Six levels of the ion Cs$^{8+}$ are listed below without their names. Each has one electron outside the closed core [Kr] 4d$^{10}$, and the candidates are the members of the 5p, 5d and 4f doublets. Can the names be restored from the hyperfine constants alone, and which of the three levels of theory keeps the evidence intact?

Hyperfine constants of Cs8+, one electron outside a closed [Kr] 4d10 core, from B-spline many-body code 1 (no-pair Dirac-Coulomb): frozen-core DHF, then RPA core polarisation, then Brueckner orbitals from a second-order or screened correlation potential. The nucleus is uniformly magnetised, with rms radius 4.8041 fm; g is the nuclear g factor and Q the quadrupole moment. Candidates: 5d3/2, 5p3/2, 4f5/2, 5d5/2, 5p1/2, 4f7/2.

| row | A/g, DHF (MHz) | A/g, RPA (MHz) | A/g, Brueckner RPA (MHz) | B/Q, DHF (MHz/barn) | B/Q, RPA (MHz/barn) | B/Q, Brueckner RPA (MHz/barn) |
| --- | --- | --- | --- | --- | --- | --- |
| A | 206.4 | 52.57 | 64.97 | 445 | 713 | 736 |
| B | 377.1 | 370.5 | 393.8 | 389 | 603 | 623 |
| C | 14430 | 15600 | 16370 | n/a | n/a | n/a |
| D | 2137 | 2479 | 2607 | 4150 | 4710 | 4950 |
| E | 763.9 | 873.4 | 933.5 | 496 | 728 | 769 |
| F | 316.0 | 388.8 | 414.4 | 656 | 975 | 1030 |

$A$ is the magnetic dipole constant and $B$ the electric quadrupole constant of a level. The nuclear factors are divided out: $A/g$ is $A$ over the nuclear g factor $g=\mu/(I\mu_N)$, and $B/Q$ is $B$ over the quadrupole moment $Q$. Both must be multiplied back in before a value is set against a spectrum. DHF is the electron in a frozen Dirac-Hartree-Fock core. RPA lets the core respond to the hyperfine field, and Brueckner RPA also lets the valence orbital relax in a correlation potential.

## What the two constants measure

An electron with orbital angular momentum $l>0$ makes a magnetic field at the nucleus in two ways: as a circulating charge and as a small bar magnet carried round the orbit. Both fields fall as $r^{-3}$. They reinforce each other when spin and orbit are opposed ($j=l-\tfrac12$) and partly cancel when they are aligned, so the lower-$j$ member of a doublet has the larger $A/g$. The same electron makes an electric field gradient at the nucleus if its charge cloud is flattened, and this also falls as $r^{-3}$. A level with $j=\tfrac12$ has a spherical cloud and no gradient, and the flattening grows with $j$. Since both constants carry the same radial average, their ratio depends on $l$ and $j$ alone, as long as the electron is nonrelativistic and the core inert.

In formulas, the magnetic interaction is $c_A\,g\,r^{-3}\,\mathbf N\cdot\mathbf I$ with $\mathbf N=\mathbf l-\mathbf s+3(\mathbf s\cdot\hat{\mathbf r})\hat{\mathbf r}$. Within one level $\mathbf N$ is replaced by its projection on $\mathbf j=\mathbf l+\mathbf s$. Because $\hat{\mathbf r}\cdot\mathbf l=0$ and $(\mathbf s\cdot\hat{\mathbf r})^2=\tfrac14$, the spin terms cancel and $\mathbf N\cdot\mathbf j=l(l+1)$. The gradient follows from the average of $3\cos^2\theta-1$ in the state $m=j$, whose magnitude is $(2j-1)/(2j+2)$. Hence

$$\frac{A}{g}=c_A\,\frac{l(l+1)}{j(j+1)}\langle r^{-3}\rangle,\qquad \frac{B}{Q}=c_B\,\frac{2j-1}{2j+2}\langle r^{-3}\rangle,\qquad \rho\equiv\frac{A/g}{B/Q}=\frac{c_A}{c_B}\,\frac{2l(l+1)}{j(2j-1)} .$$

The constants are $c_A=(\mu_0/4\pi)\,2\mu_B\mu_N/h=95.41$ MHz bohr$^3$ and $c_B=e^2/(4\pi\varepsilon_0 h)=234.96$ MHz bohr$^3$ per barn. Nothing is fitted. For an f$_{5/2}$ level the angular factor is $2\cdot12/(2.5\cdot4)=2.4$, so $\rho=2.4\times95.41/234.96=0.975$ barn. The other candidates give 1.624 (d$_{3/2}$), 0.541 (p$_{3/2}$), 0.487 (d$_{5/2}$) and 0.464 barn (f$_{7/2}$). The two $j=l-\tfrac12$ levels stand well apart, and the three $j=l+\tfrac12$ levels are crowded together.

The picture assumes a single electron and a passive core, so the DHF columns are the ones to read. At $Z=55$ relativity spoils it at some level, and $(Z\alpha)^2=16\%$ serves as a rough scale for the misfit to be tolerated. It is a scale from theory and no bound, as row C will show.

## Rows A and B

Row B has $\rho=377.1/389=0.969$ barn, which is 0.5% below the f$_{5/2}$ value worked above. It misses the next nearest candidate by 40% of that candidate's value. Row B is 4f$_{5/2}$, and the assignment is sure.

Row A has $\rho=0.464$ barn, which matches f$_{7/2}$ to 0.1%. The match is less decisive than it looks, because the value is also only 4.8% below the d$_{5/2}$ estimate. The row is an aligned level, most likely f$_{7/2}$, and stays open for now. Its RPA value of $A/g$ is a quarter of its DHF value, a behaviour shared by no other row.

## Rows C and D

Row C has no quadrupole constant at any level of theory, so it has $j=\tfrac12$, and only one candidate does. Row C is 5p$_{1/2}$ by symmetry alone, whatever the quality of the estimate.

Row D has $\rho=0.515$ barn. This falls almost midway between two candidates, 4.9% below p$_{3/2}$ and 5.7% above d$_{5/2}$, and the ratio cannot choose. The size can. Its $B/Q$ of 4150 MHz/barn is more than six times the next largest, 656 MHz/barn, while the angular factors of the aligned levels differ by less than a factor of two. The row therefore has a far larger $\langle r^{-3}\rangle$ than the others. Near the nucleus a radial function rises as $r^{l}$, so the lowest $l$ reaches furthest in, which argues for 5p$_{3/2}$.

## Rows E and F

Row E has $\rho=1.540$ barn, 5.2% below the d$_{3/2}$ estimate and 58% above f$_{5/2}$. It is surely 5d$_{3/2}$, and it also calibrates the estimate: a correct assignment can be off by 5%.

That calibration leaves row F, with $\rho=0.482$ barn, undecided. It lies 1.1% below d$_{5/2}$ and 3.8% above f$_{7/2}$. Exchanging the names of rows A and F gives misfits of 4.8% and 3.8%, both smaller than that of the sure row E. Of the 120 ways of naming the five rows that have a quadrupole constant, six keep every $\rho$ within 16% of its estimate, and these six are all the rearrangements of rows A, D and F.

## Pairing the doublets

The two members of a doublet share one radial function in the nonrelativistic limit, so $\langle r^{-3}\rangle$ cancels between them too. The lower-$j$ value of $A/g$ over the upper is $j_>(j_>+1)/[j_<(j_<+1)]$, which is 5 for p, $7/3$ for d and $9/5$ for f. Each sure row can then look for its partner among A, D and F.

Row E needs 2.333. It finds 2.417 with row F, 3.70 with row A and 0.36 with row D. Row B needs 1.800, and finds 1.827 with row A, 1.19 with row F and 0.18 with row D. The quadrupole constants agree: E over F is 0.756 against $7/10$, B over A is 0.874 against $6/7$, and the exchanged pairs give 1.115 and 0.593. With the d and f ratios of $A/g$ added to the test, one of the six namings survives. Row D is left to row C. Their ratio is 6.75 where the estimate gives 5, a poor match, but the alternatives are 46 and 70. This ratio was kept out of the count, since its excess of 35% is twice the tolerance.

Rows B, C and E are thus fixed each by its own values. Rows A, D and F are ambiguous on $\rho$ and are settled by the pairing as 4f$_{7/2}$, 5p$_{3/2}$ and 5d$_{5/2}$. The pairing rests on partners having nearly the same radial function, and the wrong pairs miss the $A/g$ ratio by a third or more.

The rows with their labels:

| hyperfine | A/g, DHF (MHz) | A/g, RPA (MHz) | A/g, Brueckner RPA (MHz) | B/Q, DHF (MHz/barn) | B/Q, RPA (MHz/barn) | B/Q, Brueckner RPA (MHz/barn) |
| --- | --- | --- | --- | --- | --- | --- |
| 5s1/2 | 55040 | 59780 | 62120 | n/a | n/a | n/a |
| 6s1/2 | 21440 | 23130 | 23480 | n/a | n/a | n/a |
| 5p1/2 | 14430 | 15600 | 16370 | n/a | n/a | n/a |
| 5p3/2 | 2137 | 2479 | 2607 | 4150 | 4710 | 4950 |
| 5d3/2 | 763.9 | 873.4 | 933.5 | 496 | 728 | 769 |
| 5d5/2 | 316.0 | 388.8 | 414.4 | 656 | 975 | 1030 |
| 4f5/2 | 377.1 | 370.5 | 393.8 | 389 | 603 | 623 |
| 4f7/2 | 206.4 | 52.57 | 64.97 | 445 | 713 | 736 |

The labels confirm all six names. The full table adds two s levels and can be read again from the top, now along the rows.

## The s levels and 5p

An s electron has density at the nucleus and couples through the Fermi contact term, outside the formula above. At DHF level 5s exceeds 5p$_{1/2}$ by a factor 3.81 and 6s by 1.49. That a p level comes so close to an s level is not in itself a relativistic effect: in nonrelativistic hydrogen the s constant exceeds that of p$_{1/2}$ with the same $n$ only by a factor of three. Relativity shows in the doublet ratio of 6.75 instead. In the Dirac equation the small component of p$_{1/2}$ has s character, and for a point nucleus s$_{1/2}$ and p$_{1/2}$ share the behaviour $r^{\gamma-1}$ at the origin, with $\gamma=\sqrt{(j+\tfrac12)^2-(Z\alpha)^2}$. The $j=\tfrac12$ levels are drawn in and their constants enhanced. Dividing $A/g$ by its angular factor gives an apparent $\langle r^{-3}\rangle$ of 56.7 bohr$^{-3}$ for 5p$_{1/2}$ and 42.0 for 5p$_{3/2}$. These three $j=\tfrac12$ rows are also the ones that sample the interior of the nucleus, so their values depend on the assumed uniform magnetisation.

The numbers show how the misfits run, and theory supplies the cause. The excess of the doublet ratio falls from 35% (p) to 3.6% (d) and 1.5% (f). The misfits of $\rho$ are all negative and sort by $j$ rather than by $l$: about 5% for both $j=\tfrac32$ levels, about 1% or less for $j=\tfrac52$ and $\tfrac72$. The sign and the fall with $j$ are what relativistic factors in $\gamma$ give. The near equality of the two $j=\tfrac32$ misfits says less: the quadrupole factor also depends on whether spin and orbit are aligned or opposed, and a higher $l$ sees a more screened nucleus, so the equality may be partly chance. The order among the last three rows deserves no reading. Rounding of $B/Q$ alone is 0.13% at most, but the column is good to two or three digits, and two digits would mean 1.3%.

Core polarisation raises the three $j=\tfrac12$ rows almost alike, by 8 to 9% of the DHF value. It raises 5p$_{3/2}$ by 16%, which is a smaller shift in MHz on a much smaller base. The doublet ratio drops to 6.29.

## The 5d doublet

The apparent $\langle r^{-3}\rangle$ falls by nearly a factor of ten, to about 5 bohr$^{-3}$, and the core now matters more for $B/Q$ than for $A/g$. RPA adds 47 to 49% to the quadrupole constants and 14 and 23% to the magnetic ones, so that $\rho$ ends 26% and 18% below its estimates.

The two constants part company because the core responds to them differently. A flattened valence cloud distorts the closed shells, by direct Coulomb repulsion and by exchange, and the distorted shells add their own gradient at the nucleus. This is the Sternheimer effect, here of the antishielding sign in all five rows. The magnetic case has no such direct route. Its operator has rank one and even parity, the Coulomb dipole has odd parity, and a closed core can then respond only through exchange with the valence electron. The two members of a doublet are treated differently for a further reason. The magnetic operator is a sum of orbital, spin-dipole and contact parts, which the core changes separately and which enter the two levels with different weights. The quadrupole operator is a single spin-free tensor, so its response, direct and exchange alike, rescales both levels by nearly the same factor. The table bears this out. The d ratio of $B/Q$ moves only from 0.756 to $728/975=0.747$.

In per cent the quadrupole gain rises from p (13.5%) through d to f (55 and 60%). In MHz/barn it falls: $4710-4150=560$ for 5p$_{3/2}$ against $728-496=232$ for 5d$_{3/2}$, which has the same angular factor. The valence electron's own gradient needs amplitude very close to the nucleus, and a high $l$ denies it that. Distorting the core needs only charge in or near the outer core shells, which all three orbitals supply. The direct term thus shrinks faster with $l$ than the induced one.

## The 4f doublet

In the same calculation 4f$_{5/2}$ lies 30.65 eV above 5s, well below 5d$_{3/2}$ at 42.89 eV, yet it has the smaller $\langle r^{-3}\rangle$, about 2.9 bohr$^{-3}$. There is no conflict. A 4f function has no radial node and starts as $r^3$, while 5d has two nodes and inner lobes. The 4f orbital is nonetheless compact. A hydrogen-like 4f electron outside the core charge of 9 would have $\langle r^{-3}\rangle=9^3/(4^3\cdot3\cdot3.5\cdot4)=0.27$ bohr$^{-3}$, a tenth of the value found, so the orbital has moved into the region of the $n=4$ core shells.

At DHF level this doublet obeys the estimate better than any other. RPA then removes 153.8 MHz from 4f$_{7/2}$, 74.5% of its value, and only 6.6 MHz from 4f$_{5/2}$. The doublet ratio jumps from 1.83 to 7.05, above that of the p doublet. The quadrupole ratio stays near $6/7$, at $603/713=0.846$. The partners therefore still share nearly one radial function, and the anomaly lies in the magnetic response of the core.

The standard contributor is spin polarisation of the core s shells. Exchange attracts core electrons whose spin is parallel to the valence spin, the two spin densities no longer cancel at the nucleus, and a contact field appears. It enters a level through the projection of spin on $\mathbf j$, $[j(j+1)+\tfrac34-l(l+1)]/[2j(j+1)]$, which is $+1/(2l+1)$ for the aligned level and $-1/(2l+1)$ for the opposed one. Acting alone it would shift the partners by equal and opposite amounts. The table refutes that for every doublet: the two 4f shifts are both negative and sum to $-160$ MHz, and the 5d shifts are both positive and sum to $+182$ MHz. Polarised p and d shells must add orbital and spin-dipole fields. These effects add, and two shifts per doublet cannot separate three terms. A consistent reading, untested here, is that a contact term of negative sign for 4f$_{7/2}$ joins a second negative term in that level and nearly cancels it in 4f$_{5/2}$. A weakened orbital field would serve as that second term, since it enters both levels with the same sign, with weights $8/7$ for 4f$_{5/2}$ and $6/7$ for 4f$_{7/2}$. Which shells supply it the table cannot say, and the compact 4f orbital overlaps 4p as well as 4d.

Had the RPA columns been used for the naming, no ordering of the 120 would have passed. The 4f$_{5/2}$ row has $\rho=0.614$ barn there, nearest to the p$_{3/2}$ estimate, 5d$_{3/2}$ at 1.200 is nearest to f$_{5/2}$, and 4f$_{7/2}$ at 0.074 resembles nothing. Only 5p$_{3/2}$ stays within 3%. The crudest level of theory carries the cleanest label because it is a one-electron picture, and for the same reason it is a poor guide to the true f constants. In correlated values the $B/Q$ ratio of a doublet is the safer tool, at least for the d and f pairs here.

## The last step, down the whole column

The valence electron polarises the core and is attracted by the induced dipole, so the Brueckner orbital is pulled inward and its constants rise. Relative to RPA the rise in $A/g$ is between 1.5% (6s) and 6.9% (5d$_{3/2}$) in seven rows, and $B/Q$ gains 3 to 6%. The step is modest because the electron is bound by a core charge of 9 and the core is stiff, with a dipole polarisability of 0.69 bohr$^3$ in the same calculation. The method line names both a second-order and a screened potential for this step, so its size should not be tied to either.

The eighth row, 4f$_{7/2}$, gains 23.6%, which is an effect of the small base. In MHz it gains 12.4 and its partner 23.3. Set against the DHF values these are $12.4/206.4=6.0\%$ and $23.3/377.1=6.2\%$, and $B/Q$ of 4f$_{7/2}$ gains $23/445$, or about 5%, on the same footing. For this doublet the step behaves like a common increase of the valence $\langle r^{-3}\rangle$ by 5 to 6% that leaves the core term nearly as it was. This does not make correlation small for 4f in general: in the same calculation it widens the 4f fine-structure interval from 818.118 to 1122.9 cm$^{-1}$, by 37%, against 3% for 5p and 5d.

The final 64.97 MHz is thus a remainder of terms two to three times its size. Structure radiation and normalisation corrections are left out of the calculation, as is the Breit interaction, and holes in 4d enter only through the RPA and correlation-potential diagrams. A correction worth a few per cent of the DHF term would be worth about three times that share of the remainder, since $206.4/64.97=3.2$. This row is the least secure of the table. The removal energy of 5s, 125.64 eV against a semi-empirical 125.61 eV, tests the correlation potential for an energy and gives no check on a magnetic cancellation of this kind.

## Neighbouring ions

The competition between a direct term, set by $\langle r^{-3}\rangle$, and an induced term, set by overlap with a deformable core, suggests how other cases run. Along the same one-electron sequence at higher nuclear charge the core stiffens and the valence orbitals contract, so the RPA share should fall and the f doublet should drift back toward $9/5$. The p ratio should climb further above 5 as $Z\alpha$ grows, and the crowded aligned levels would be still harder to tell apart by $\rho$. A lower ionic charge acts the other way. Neutral caesium is outside this sequence and has a larger and softer, xenon-like core. There 4f is a diffuse orbital far outside the core, above 5d in energy, with very small constants. In that atom the trouble begins already at $l=2$: core polarisation is known to outweigh the direct term of the d$_{5/2}$ levels and to reverse the sign of their magnetic constant. In Cs$^{8+}$ the d doublet keeps its sign and nearly its ratio, 2.25 against 2.33, and the near cancellation appears one unit of $l$ higher.
